Among the eight atoms computed here, two breaks interrupt the expected fall of the ionisation energy down groups 11 to 13, and scalar-relativistic exchange-only X$\alpha$ reproduces only one of them. Cu and Ga were not computed at these settings, so the table shows no fall in group 11 before the rise to Au and cannot tell whether group 13 also breaks between Al and In. Au and Hg ionise 1.4 to 1.5 eV higher than Ag and Cd, in the calculation and, slightly more so, in the measured NIST values. Tl should show a smaller reversal, since NIST puts it 0.32 eV above In, but the calculation puts it 0.17 eV below. The smooth-looking computed group 13 is therefore the faulty part of the table, and most of the fault can be traced to spin-orbit coupling, which a scalar-relativistic calculation leaves out.

Spherical all-electron Kohn-Sham atoms in NIST's ground configurations, computed with the radks radial solver and Libxc using Slater Xα exchange (α = 0.667) without correlation. The runs are scalar-relativistic and spin-polarised, with open shells filled at highest spin and a finite (Fermi) nucleus. Ionisation energies are differences of total energies.

| species | Z | configuration | electron removed from | ionisation energy (eV) | −ε(highest occupied) (eV) | highest level mean radius (bohr) | exchange energy (hartree) | NIST table (eV) | stated uncertainty (eV) | computed less table (eV) |
| --- | --- | --- | --- | --- | --- | --- | --- | --- | --- | --- |
| Ag | 47 | [Kr] 4d10 5s1 | 5s | 7.39071 | 4.2407 | 3.1895 | -139.68 | 7.576234 | 2.5e-05 | -0.186 |
| Au | 79 | [Xe] 4f14 5d10 6s1 | 6s | 8.92011 | 5.4598 | 2.8948 | -343.59 | 9.225554 | 4e-06 | -0.305 |
| Zn | 30 | [Ar] 3d10 4s2 | 4s | 8.66900 | 5.1942 | 2.6854 | -66.083 | 9.394197 | 6e-06 | -0.725 |
| Cd | 48 | [Kr] 4d10 5s2 | 5s | 8.20969 | 4.9353 | 2.9293 | -144.64 | 8.99382 | 1.6e-05 | -0.784 |
| Hg | 80 | [Xe] 4f14 5d10 6s2 | 6s | 9.61983 | 6.0277 | 2.7254 | -351.27 | 10.437504 | 6e-06 | -0.818 |
| Al | 13 | [Ne] 3s2 3p1 | 3p | 5.15701 | 2.3407 | 3.5670 | -16.500 | 5.985769 | 3e-06 | -0.829 |
| In | 49 | [Kr] 4d10 5s2 5p1 | 5p | 4.89533 | 2.2406 | 3.8441 | -149.61 | 5.7863558 | 5e-07 | -0.891 |
| Tl | 81 | [Xe] 4f14 5d10 6s2 6p1 | 6p | 4.72271 | 2.1348 | 3.9639 | -358.94 | 6.1082873 | 1.2e-06 | -1.39 |

The ionisation energy $I$ is the total energy of the ion less that of the atom, with the electron taken from the shell named under "electron removed from". $\varepsilon$ is the highest occupied Kohn-Sham eigenvalue of the neutral atom and $\langle r\rangle$ the mean radius of that orbital. The error is the computed value less the NIST value. Rounding and the stated uncertainties lie below $10^{-4}$ eV, so none of the differences between ionisation energies discussed here comes from rounding.

## The simple pattern and the size of the breaks

Two limits bracket a valence electron. If the core screened perfectly, the electron would see unit charge and $I$ would fall as $1/n^2$ with the principal quantum number $n$. If the core did not screen at all, $I$ would rise as $Z^2/n^2$. A real s or p electron lies mostly outside the core but dips into it. With $I = R/(n-\delta)^2$, where $R$ is the Rydberg energy, the quantum defect $\delta$ grows by nearly one unit per period and almost cancels the growth of $n$. What remains is a slow fall of $I$ and a slow growth of $\langle r\rangle$. Zn→Cd shows it: $I$ falls by 0.46 eV and the radius grows by 9%.

The baseline used to size a break has nothing fitted: the earlier step in the group is repeated once more. For Hg this gives $8.210 - 0.459 = 7.75$ eV against a computed 9.62 eV, an excess of 1.87 eV. The same construction on the NIST values gives 1.84 eV, so this break is nature's. The radius breaks with it, lying 0.45 bohr inside the continued value. For Au the yardstick is the group 12 step: Ag→Au rises by 1.53 eV and Cd→Hg by 1.41 eV, with contractions of 9% and 7%.

For Tl the baseline is cruder. Al and In lie two periods apart, and halving their difference assumes that both periods contribute alike, although the first d shell fills in one of them. On that baseline the computed Tl is off by $-0.04$ eV, which such a construction cannot tell from zero, while the measured Tl is 0.42 eV high. The error column gives a sharper measure. From In to Tl the error grows by 0.50 eV in size; in each of the other steps down a group it grows by 0.03 to 0.12 eV.

## Why 6s is bound so tightly

The cause is standard theory, and these runs do not isolate it. In a hydrogen-like ion the leading relativistic shift of a level with total angular momentum $j$ is, in hartree,

$$\Delta E = -\frac{Z^4\alpha_{\rm fs}^2}{2n^3}\left[\frac{1}{j+\tfrac12}-\frac{3}{4n}\right],$$

with $\alpha_{\rm fs}$ the fine-structure constant, unrelated to the exchange parameter $\alpha$. The shift is produced near the nucleus, where the electron is fast. A valence electron of a neutral atom feels the full charge $Z$ during those visits, but how often it makes them is set by its slow outer motion in a field of unit charge. Two powers of $Z$ are thereby lost, and the fractional change of $I$ scales as $(Z\alpha_{\rm fs})^2$, largest for $j=\tfrac12$. In the light-atom limit the effect vanishes and the simple pattern survives: the factor is 0.05 for Zn. It is 0.12 for Ag and Cd and about a third for Au and Hg, where a shift of the order of an electronvolt is to be expected. The mass-velocity and Darwin terms that act on s electrons are kept in a scalar-relativistic Hamiltonian, which is why the calculation can follow this break. It recovers 93% of the measured Ag→Au rise and 98% of Cd→Hg.

A second cause adds to the first. Between periods 5 and 6 the nucleus gains 32 protons, 14 of them balanced by the 4f shell. In the Hg run the 4f orbital has a mean radius of 0.48 bohr, far inside the 6s at 2.73 bohr, so it screens the outer lobe of 6s well. The inner lobes of 6s still reach inside it and see the added charge. This is the lanthanide contraction, and it would shrink 6s even without relativity. The table shows only the sum; a repeat without relativity would divide it. The excess of 1.87 eV is also no measure of the relativistic shift of Hg, because the Zn→Cd step behind the baseline already carries the shift of Cd.

Size alone does not order the energies. The 6s of Hg is 1.5% larger than the 4s of Zn, yet Hg ionises 0.95 eV higher (1.04 eV measured). The mean radius describes the outer lobe, whereas penetration and relativity add binding from the inner region, which holds little of the charge and weighs little in $\langle r\rangle$. In the Hg run the 5d level lies at $-8.75$ eV, below 6s at $-6.03$ eV, so the electron does come from the s shell there.

## Thallium and the spin-orbit shift

A p electron has two values of $j$. The bracket above treats $p_{1/2}$ like an s electron and gives $p_{3/2}$ a smaller shift. A scalar-relativistic calculation keeps one p level near the weighted mean of the two. That mean is stabilised less than s, and it is pushed back up because the contracted s shells screen the nucleus better. The computed Tl agrees with this picture: its 6p shows no break in energy or radius on the crude baseline. The real atom, with one p electron, puts it in $p_{1/2}$.

The shift follows without any fitted constant. For the operator $\zeta\,\mathbf{l}\cdot\mathbf{s}$, with $\zeta$ the spin-orbit constant,

$$\langle \mathbf{l}\cdot\mathbf{s}\rangle = \tfrac12\left[j(j+1)-l(l+1)-\tfrac34\right],$$

which for $l=1$ is $+\tfrac12$ at $j=\tfrac32$ (four states) and $-1$ at $j=\tfrac12$ (two states). The weighted mean is zero, the splitting is $\Delta=\tfrac32\zeta$, and the ground level lies $\zeta=\tfrac23\Delta$ below the mean. The ion is closed-shell $s^2$ and has no first-order shift, so

$$I_{\rm shifted} = I + \tfrac23\Delta .$$

Rough recalled splittings are 0.014 eV for Al, 0.27 eV for In and 0.97 eV for Tl. For Tl the shift is $\tfrac23\times0.97 = 0.65$ eV, the shifted energy is $4.72+0.65=5.37$ eV, and the error against NIST becomes $5.37-6.11=-0.74$ eV instead of $-1.39$ eV. In moves to 5.08 eV. The step In→Tl turns from $-0.17$ to $+0.29$ eV, against $+0.32$ eV measured, and the measured order In < Al < Tl is restored. The spread of the three group 13 errors drops from 0.56 to 0.11 eV.

The estimate should not be trusted to the 0.03 eV that the last comparison suggests. The splittings are rough, and at $(Z\alpha_{\rm fs})^2 = 0.35$ the $p_{1/2}$ and $p_{3/2}$ orbitals of Tl have different radial shapes, so the scalar level only approximates their mean. After the shift it is Al, at $-0.82$ eV, that stands about 0.1 eV from the other two. The estimate does show that an effect of the right sign and size is outside the Hamiltonian, and that the exchange functional need not be blamed for the extra error of Tl. A calculation with spin-orbit coupling would be the direct test. In groups 11 and 12 the atom and the ion have only closed shells and s electrons, so there is no first-order shift, consistent with the nearly level errors along Cd→Hg.

The Tl run itself behaves normally. By Janak's theorem $\partial E/\partial f=\varepsilon(f)$ for the occupation $f$ of the highest level, so $I=-\int_0^1\varepsilon\,df$. With exact exchange and correlation $\varepsilon$ would be constant along the path and $I=-\varepsilon$. With local exchange the electron partly repels itself, $\varepsilon$ rises as the level fills, and a linear rise of slope $U$ gives $I-(-\varepsilon)=U/2$. A self-repulsion scales as $1/\langle r\rangle$, so the gap times the radius should be roughly constant. It lies between 9.33 (Zn) and 10.26 eV bohr (Tl) over all eight rows, and Tl differs from In (10.21) by half a per cent. For Ag the gap of 3.15 eV is 0.81 of half the Coulomb integral $F^0(5s,5s)$ of the same run, 3.87 eV; local exchange and the relaxation of the other shells both act to lower it below the bare value.

## The offset common to all rows

All eight computed energies are too low, by 2 to 3% of the NIST value in group 11, 8 to 9% in group 12 and 14 to 23% in group 13. At $\alpha=0.667$ the functional is local exchange alone. In that limit electrons of like spin avoid each other and electrons of unlike spin do not, so the atom, with one electron more than the ion, loses more correlation energy and $I$ comes out low. The argument bites hardest where two opposite spins share an orbital. Ionising Zn, Cd or Hg breaks such a pair, while ionising Ag or Au removes a lone s electron. The numbers agree: the rise Ag→Cd is 0.82 eV against 1.42 eV measured, and Au→Hg falls short by 0.51 eV. Local exchange also has an error of its own, which can add to the missing correlation or offset part of it. Runs with correlation and runs with exact exchange would be needed to separate the two.

Pair breaking is not the whole account. After the spin-orbit shift the group 13 errors, $-0.7$ to $-0.8$ eV, match those of group 12 although no pair is broken, so group 11 is the odd group. Two guesses fit this. The p electron overlaps the filled $s^2$ shell and may lose correlation with it, and spreading one p electron into a spherical density may raise the energy of the atom but not of the closed-shell ion. Neither is tested here.

The total exchange energy flags none of these features. It is dominated by the core and changes by $-4.96$ hartree for Ag→Cd and $-4.97$ for Cd→In, steps that differ only at the last printed digit, although one electron enters 5s and the next 5p.

## What to do about it

In these rows, differences down a group are reliable when an s electron is removed: Zn→Cd, Cd→Hg and Ag→Au are within 0.03 to 0.12 eV of the measured steps, because the offset largely cancels. Differences across groups 11 and 12 are not, being too small by 0.5 to 0.6 eV, and absolute values need correlation.

For a single p electron outside closed shells, two-thirds of the fine-structure splitting should be added before any comparison with measurement. The shift is negligible for Al, 0.18 eV for In and nearly half of the error for Tl. The recalled splittings grow by $0.97/0.27\approx3.6$ from In to Tl, somewhat faster than the $0.349/0.128\approx2.7$ of $(Z\alpha_{\rm fs})^2$. When the electron leaves a filled p shell, the shift has the opposite sign: the closed-shell atom has none to first order, while the ion, with its hole in $p_{3/2}$, is lowered by a third of its splitting. For partly filled p shells the shifts of atom and ion must both be worked out, and they can cancel. A value of $\alpha$ tuned to reproduce Tl would absorb a spin-orbit effect into exchange and carry it to atoms that have none.

The eigenvalue should not be read as an ionisation energy, since $-\varepsilon$ lies 2.6 to 3.6 eV below $I$. It also understates the 6s break: Ag→Au is $5.46-4.24=1.22$ eV in $-\varepsilon$ and 1.53 eV in $I$, because the contracted orbital repels itself more strongly.
